Isobutyl fluoride, (CH₃)₂CH–CH₂F, can turn about the bond between its CH and CH₂F groups. Two shapes survive a conformer search. In conformer 1, with 70.6 % of the molecules, fluorine is anti to one methyl group (on the far side of the bond) and gauche to the other (about 60° away when seen along the bond). In conformer 2, with 29.4 %, it is gauche to both methyls and anti to the lone hydrogen of the CH group, the methine hydrogen.

The table gives NMR shifts computed with a hybrid density functional. Atom 1 stands for the two methyl groups, 2 for CH, 4 for CH₂F and 5 for fluorine; a hydrogen goes by the carbon that carries it. A lower shift, or a more negative one, means a better shielded nucleus.

GIAO NMR shifts of isobutyl fluoride with PBE0/pcSseg-1 in chloroform on GFN2-xTB geometries (PySCF 2.14.0, tblite 0.8.0), unscaled and taken as the reference's shielding less the molecule's. Averages over both conformers use Boltzmann weights at 298.15 K from PBE0-D3(BJ)/pcSseg-1 energies in chloroform with GFN2-xTB free-energy terms.

```csv
atom,nucleus,count,reference,shift in conformer 1 (ppm),shift in conformer 2 (ppm),averaged shift (ppm)
1,13C,2,TMS,20.00,20.20,20.00
2,13C,1,TMS,34.60,34.60,34.60
4,13C,1,TMS,94.00,92.20,93.50
5,19F,1,CFCl3,-250.20,-272.30,-256.70
1,1H,6,TMS,0.96,1.12,1.01
2,1H,1,TMS,1.90,1.59,1.81
4,1H,2,TMS,4.56,4.75,4.62
```

**(a) Which carbon has the highest averaged shift, and do the protons follow the same order?**

The carbon bonded to fluorine stands at 93.5 ppm, far above the CH carbon at 34.6 ppm and the methyl carbons at 20.0 ppm. The protons follow the same order. Fluorine draws electrons towards itself, which leaves the hydrogens on the neighbouring carbon with less shielding charge. At the carbon itself, the applied field also mixes filled orbitals with empty ones more effectively, and this lowers the shielding further.

The effect is much weaker one bond further on, so the large step lies between CH₂F and CH. The smaller step from CH to CH₃ also reflects the different number of carbon neighbours. With chlorine, which draws electrons less strongly, the carbon next to the halogen would have a much lower shift, as is well known for alkyl chlorides.

**(b) The molecule turns from conformer 1 to conformer 2. Which signal moves most?**

Fluorine moves by 22.1 ppm, from −250.2 to −272.3 ppm. The next largest change, at the carbon that carries it, is only 1.8 ppm, and no proton moves by more than about 0.3 ppm.

The reason lies in the electrons close to each nucleus. Fluorine has lone pairs in p orbitals, and the currents that a magnetic field induces in them depend on how they mix with empty orbitals. A small change in the surroundings alters this mixing and can show up as many ppm. Carbon has p electrons too, but they lie farther from the nucleus and so affect it less. Hydrogen has essentially only its 1s shell, so its shifts span a much narrower range.

**(c) Why is fluorine better shielded in conformer 2?**

The direction agrees with the γ-gauche effect, an established rule of NMR: a nucleus tends to be better shielded when a carbon three bonds away is gauche to it rather than anti. Conformer 1 has one such gauche methyl and conformer 2 has two. The same count fits an axial fluorine on a cyclohexane ring, which is gauche to two ring carbons and is known to be better shielded than an equatorial one.

The methyl carbons fit the rule less well. They sit at the other end of the same gauche arrangement, so one would expect their shift to be lower in conformer 2 as well, yet it rises slightly, from 20.0 to 20.2 ppm.

For fluorine, the count names the pattern but does not isolate its cause. The turn also changes the bond that stands anti to C–F, from C–C to C–H. Electrons of that anti bond can spread into the empty antibonding orbital of C–F, and the two kinds of bond do so to different degrees. Since both changes come with the same rotation, the 22 ppm cannot be divided between them here.

**(d) Why does the methine proton go down while the methyl protons go up?**

In conformer 1 the methine proton is gauche to fluorine and has a shift of 1.90 ppm. In conformer 2 it is anti, farther from fluorine, and has 1.59 ppm. The methyl groups do the opposite: one of the two is gauche in conformer 1 and both are in conformer 2, and their mean proton shift rises from 0.96 to 1.12 ppm.

Both changes fit one pattern: a proton has the higher shift when it, or the methyl group that carries it, is gauche to fluorine. For the methine proton, electrostatics offers a reason. The positive carbon of the C–F bond draws the electrons of the neighbouring C–H bond away from the hydrogen, while the negative fluorine pushes them towards it. The push along the bond is stronger in the anti position, where fluorine lies more nearly in line with the C–H bond, so the proton should be better shielded there.

The table agrees with this argument in sign but does not test it. For the methyl protons, whose bonds point in several directions, the argument gives no clear answer. Nor does the pattern cover the CH₂F protons, which also rise although their distance from fluorine hardly changes.

**(e) A spectrum shows one fluorine signal, not two. Where does the calculation place it?**

Rotation about the bond between CH and CH₂F is so fast at room temperature that each nucleus shows the mean of its shifts, weighted by the share of each conformer. Start from conformer 1 and add the share of conformer 2 times the change:

−250.2 + 0.294 × (−22.1) = −256.7 ppm

This is the averaged shift in the table, as it must be, because that average was formed in the same way. The useful result is the sensitivity: each percentage point moved from conformer 1 to conformer 2 lowers the fluorine shift by about 0.2 ppm. The fluorine average is therefore only as good as the weights.

**(f) How good are the weights?**

Conformer 1 exists in two mirror-image forms, with fluorine anti to either methyl. Conformer 2 is its own mirror image and counts once. With nothing else to favour either, the ratio would thus be 2 to 1. Calculations of this kind can count a nearly symmetric conformer twice by mistake, but here conformer 2 was recognised as symmetric and counted once, so its weight needs no correction.

The computed weights, 70.6 to 29.4, make a ratio of 2.4 to 1. Apart from the mirror image, conformer 1 is therefore favoured by only 0.11 kcal/mol. The PBE0 energies of the two conformers differ by even less, 0.026 kcal/mol, so most of this preference comes from the free-energy terms.

So small a preference is easily upset. In tests on other molecules, relative energies computed in this way carried noise of some hundredths of a kcal/mol. An error of 0.05 kcal/mol would move the fluorine average by about 0.4 ppm.

The choice of method matters more. GFN2-xTB, the cheaper method used in the conformer search, puts conformer 2 higher by 0.51 kcal/mol. With that gap in place of the PBE0 one, the fluorine average would be about 3 ppm less negative. The CH₂F carbon would change by less than 0.3 ppm, because its shift depends so little on the conformer.

**(g) What would heating do to the fluorine signal?**

Heating makes a given energy difference matter less, so the weights drift towards the bare count of 2 to 1. If each conformer keeps its own shift and the two vibrate alike, the average tends to −250.2 − 22.1/3 = −257.6 ppm.

From the tabulated average this limit is only 0.9 ppm away. On these assumptions, the changing weights move the signal to slightly more negative values, because heating populates the conformer with the better shielded fluorine. Even the direction is not secure, though. Most of the small preference for conformer 1 comes from the free-energy terms and not from the energy gap, so the assumption that the two vibrate alike is doubtful. Vibration and the solvent can also shift a fluorine signal on heating, and this estimate leaves them out. A real sample would cover only part of that distance before it got too hot.

**(h) A measured signal lies near −220 ppm, roughly where primary alkyl fluorides are found. Can the share of each conformer be read from it?**

No. The computed range runs from −250.2 to −272.3 ppm, and no mixture of the two conformers can give a value outside it. The computed average lies almost 40 ppm below the rough measured value, which is more than the whole effect of the rotation. Errors of this size are known for unscaled fluorine shifts, so the offset is no sign of unusual bonding.

The difference between the conformers is on firmer ground. Each shift is the shielding of the reference compound less that of the molecule, so any error in the reference drops out when two conformers are compared. Errors from the approximate geometries and the small basis set can remain. The sign of the 22 ppm change has the γ-gauche rule behind it, while its exact size is untested.

For work with a real sample, a computed fluorine shift should first be calibrated against known alkyl fluorides. Errors in the weights move the carbon and proton averages by far fewer ppm. For fluorine, the digits after the decimal point have no meaning as a prediction of the measured position, and even the tens are in doubt.
